## Stretching zinc sulphide beyond the known volumes

A crystal of ZnS resists both squeezing and stretching. If its response to squeezing is well known and its response to stretching only just begun, how far can the curve be continued? The table below gives the energy and pressure of the zinc-blende crystal from a semilocal density functional, for a static lattice. The results for the two largest volumes are left open.

Zinc-blende ZnS, computed with GPAW 26.7.0 using the PBEint functional without spin polarisation, PAW data sets and plane waves up to 600 eV. The k mesh is 7×7×7, with Fermi–Dirac smearing of 0.05 eV. The cell is scaled at fixed shape and fractional atomic positions, and energies are counted from the minimum of the fitted curve.

```csv
volume (Å³/atom),energy (meV/atom),pressure (GPa)
18.54,14.480,4.580
18.94,5.440,2.680
19.33,0.830,0.970
19.73,0.200,-0.560
20.12,3.170,-1.940
20.52,?,?
20.91,?,?
```

Volume and energy are counted per atom, and the energy starts from the minimum of a fitted curve. Positive pressure means that the crystal is compressed and pushes outward; negative pressure means that it is held stretched and pulls inward. The volume grows in even steps of 2 %, which lengthen every Zn–S bond by about 0.7 %.

### Why the steps shrink

The first step on the compressed side lowers the pressure by 1.90 GPa, and the last known step, from 19.73 to 20.12 Å³, lowers it by only 1.38 GPa. The two steps between them fall in order. The crystal therefore becomes softer as it expands, and it does so without a jump.

Theory gives a reason. At the equilibrium bond length, attraction between the atoms is balanced by a repulsion that grows as their electrons are crowded together, because the exclusion principle then forces them into states of higher kinetic energy. This repulsion changes steeply with distance, while the attraction changes more gently. Squeezing brings in more of the steep part and stiffens the crystal; stretching removes it and leaves a softer one. The table shows the changing stiffness, but it does not divide the energy into these two parts. The same argument leads one to expect this bend in other crystals whose bond lengths are set by such a balance.

A parabola in volume ignores the bend. It makes the pressure fall by the same amount in each step, as if the crystal were a spring of constant stiffness. A better variable follows the inverse square of the bond length:

y = (V_ref/V)^(2/3) − 1.

Here V is the volume and V_ref = 19.73 Å³ is that of the given cell, so y is negative when the cell is stretched beyond it. Even a simple parabola in y softens on stretching, because equal steps in volume become smaller steps in y. Adding a cubic term lets the rate of softening adjust to the material. This is the third-order Birch–Murnaghan equation.

### The forecast

The cubic in y was fitted to the five known energies. The row at 20.52 Å³ was not part of the fit, and its volume ratio is 1.04, so y = −0.0258. The energy in meV per atom is then

E = 0.202 − 92.46 y + 10216 y² + 728 y³

= 0.202 + 2.386 + 6.805 − 0.013 = 9.38.

The quadratic term supplies most of the energy. The linear term is there because the given cell is not quite at the minimum.

The pressure is minus the slope of energy against volume, so the same equation also fixes its form. It was nevertheless fitted separately to the five known pressures, because the two columns differ slightly: the slope of the energy curve gives pressures about 0.06 GPa above the printed ones. An incomplete plane-wave basis, which causes what is called Pulay stress, is a likely source, but the cutoff was not varied to test it.

The forecasts are:

- at 20.52 Å³, 9.38 ± 0.10 meV per atom and −3.18 ± 0.04 GPa;
- at 20.91 Å³, 18.51 ± 0.28 meV per atom and −4.29 ± 0.08 GPa.

In words, the energy should keep rising, but less than the parabola in volume says, and the pressure should become more negative in still smaller steps. The error bars start from the rounding of the known values, which grows when a polynomial is carried past its last point. They are then widened fourfold, by judgement, for higher terms and small basis errors.

The parabola in volume gives 10.5 and 21.7 meV per atom, about 1 and 3 meV above these forecasts. A parabola in y has just as many constants, yet it stays within 0.1 meV of them. The choice of variable should therefore matter more than the additional cubic term.

### What the calculation gives

The withheld rows as computed:

```csv
volume (Å³/atom),energy (meV/atom),pressure (GPa)
20.52,9.340,-3.170
20.91,18.380,-4.270
```

All four values fall inside their ranges. The pressure steps do shrink further, to 1.23 and then 1.10 GPa. The crystal continues to soften as the known rows suggested.

The parabola in volume fails as expected, and the way it fails is instructive. It passes within 0.2 meV of every known energy, which on a plot would look like a good fit. At 20.91 Å³ it is 3.3 meV too high, an error of 18 % of the computed energy. Its constant stiffness is an average over rows that are mostly compressed, and the stretched crystal is softer than that average.

The main forecast has a small error of its own. Its energies are too high by 0.04 and 0.13 meV, the larger being 0.7 % of the computed value. The forecast tensions are also slightly too large, by about 0.02 GPa at most. This second miss comes almost wholly from rounding: the unrounded pressures of the same run, continued in the same way, lead closely to the computed tensions. It is therefore no sign that the crystal softens faster than the formula says.

The cubic term is the weak place in the energy forecast. The five known energies fix its coefficient only to about 40 %, because they cover a narrow range in which the term hardly matters. Leaving it out increases the misses to 0.07 and 0.22 meV, again on the high side, so the term corrects in the right direction but not far enough. Rounding explains roughly half of the energy misses, because the unrounded energies of the same run bring the forecast about that much closer. Basis errors or a still higher term may account for the rest.

The known pressures give a bulk modulus of about 75 GPa, which is the resistance to a small relative change of volume. They also say that this modulus rises by about 4.3 GPa for each GPa of added pressure. Both numbers belong to the static lattice and leave out thermal motion. The fits and their misses are printed in full after this text.

The successful forecast reaches only about 2 % beyond the given bond length. The tension is still growing there, but each step adds less than the one before. At some larger volume it must stop growing, and the crystal can then no longer hold an increasing pull. Where does that happen? A formula anchored near equilibrium is a poor judge of it, and the answer needs calculations at much larger volumes.

The analysis program printed:

```
fit of energy on 5 rows: constant 0.2015 +/- 0.0026, coefficient of y -92.46 +/- 0.14, coefficient of y**2 10216 +/- 14, coefficient of y**3 727.6 +/- 297; rms 0.00133, worst 19.33 -0.00212, leave-one-out rms 0.0165
  rows outside the fit (model, value, miss): 20.52 9.38, 9.34, 0.0396; 20.91 18.51, 18.38, 0.134
fit of energy on 5 rows: constant 0.197 +/- 0.0033, coefficient of y -92.45 +/- 0.26, coefficient of y**2 10247 +/- 7.8; rms 0.00351, worst 18.94 0.006, leave-one-out rms 0.0141
  rows outside the fit (model, value, miss): 20.52 9.408, 9.34, 0.0683; 20.91 18.6, 18.38, 0.215
fit of energy on 5 rows: constant 4939 +/- 119, coefficient of ratio -9939 +/- 243, coefficient of ratio**2 5000 +/- 124; rms 0.117, worst 18.94 0.17, leave-one-out rms 0.489
  rows outside the fit (model, value, miss): 20.52 10.47, 9.34, 1.13; 20.91 21.68, 18.38, 3.3
fit of pressure on 5 rows: coefficient of w -0.5615 +/- 0.0011, coefficient of w*y 110.4 +/- 0.089, coefficient of w*y**2 25.32 +/- 2.6; rms 0.00121, worst 19.33 0.00192, leave-one-out rms 0.00276
  rows outside the fit (model, value, miss): 20.52 -3.178, -3.17, -0.0084; 20.91 -4.292, -4.27, -0.0222
Error bar of the energy forecasts at 20.52 and 20.91 (meV/atom): 0.09839, 0.2773
Error bar of the pressure forecasts at 20.52 and 20.91 (GPa): 0.0429, 0.0795
Change of pressure from each row to the next, withheld rows last (GPa): -1.9, -1.71, -1.53, -1.38, -1.23, -1.1
Zero-pressure volume from the known pressures (cubic angstrom per atom): 19.58
Bulk modulus from the known pressures (GPa): 75.07
Slope of the bulk modulus from the known pressures: 4.307
Pressure from the energy curve less printed pressure, mean of known rows (GPa): 0.05839
```
